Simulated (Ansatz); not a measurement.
# CrTe2: energy above lowest point as volume scale varies

Free energy against uniform scaling of the volume at fixed shape and fractions; periodic cell, basis, potentials, k mesh and filling as listed. The results are calculated, by Ansatz 0.2.0.

The cell before it is scaled or strained (space group P-3m1, No. 164):
```
CELL_PARAMETERS angstrom
3.86330 0.00000 0.00000
-1.93160 3.34570 0.00000
0.00000 0.00000 6.19960
ATOMIC_POSITIONS crystal
Cr 0.00000 0.00000 0.50000
Te 0.33333 0.66667 0.25212
Te 0.66667 0.33333 0.74788
```

Settings of every row: functional PBEsol; dispersion none; potentials PAW; wave cutoff 517.02 eV; density cutoff 2068.1 eV; k mesh 9x9x5; k shift 0x0x0; occupations fermi dirac; smearing width 0.15 eV; spin collinear.

Limits: a layered crystal: even scaling strains the bonds within the layers, so this curve is stiffer than the crystal under pressure; coarse k mesh, up to 40 meV an atom off; no spin-orbit coupling, which can matter with elements this heavy; the cell comes from a prototype or a list of computed structures and needn't be the stable phase; with one magnetic atom in the cell only parallel moments are possible.

```
row  volume scale  V (Å³/atom)  energy above lowest point (meV/atom)
  1           0.9        24.04                                   7.8
  2         0.925       24.708                                     0
  3          0.95       25.375                                   0.1
  4         0.975       26.043                                   7.2
  5             1       26.711                                     ?
  6         1.025       27.379                                  38.3
  7          1.05       28.046                                  60.8
  8         1.075       28.714                                  87.1
  9           1.1       29.382                                 116.6
```

Question: what energy above lowest point should row 5 give?

Worked fit of energy above lowest point. Take u = (V_r/V)^(2/3) − 1 with V_r = 26.711 Å³ an atom, which is twice the finite (Eulerian) strain; such expansions in the strain, on which the Birch-Murnaghan equation of state is built, carry the rest volume and the bulk modulus. The shown rows have u = 0.07276, 0.05334, 0.0348, 0.01703, -0.01633, -0.03199, -0.04706, -0.06156. Least squares give energy above lowest point = 20.2 − 941.1 × u + 10356 × u² + 3279 × u³ meV/atom; a parabola predicts inner rows, each left out in turn, worse (root mean square 0.25 against 0.035 meV/atom). All shown rows lie on it to the printed digit. Its lowest point lies at u = 0.0445, or V = 25.02 Å³ an atom, and the curvature there gives the bulk modulus at fixed shape and fractions, B = (4/9)(1 + u)² E″(u)/V = 67 GPa. Letting shape and atoms relax would as a rule lower it, by much in layered, chain or molecular crystals. The withheld row has u = 0, so the fit gives 20.2 − 941.1 × (0) + 10356 × (0)² + 3279 × (0)³ = 20.2 meV/atom.

The calculation gave 20.2 meV/atom. The fit meets it to the printed digit.
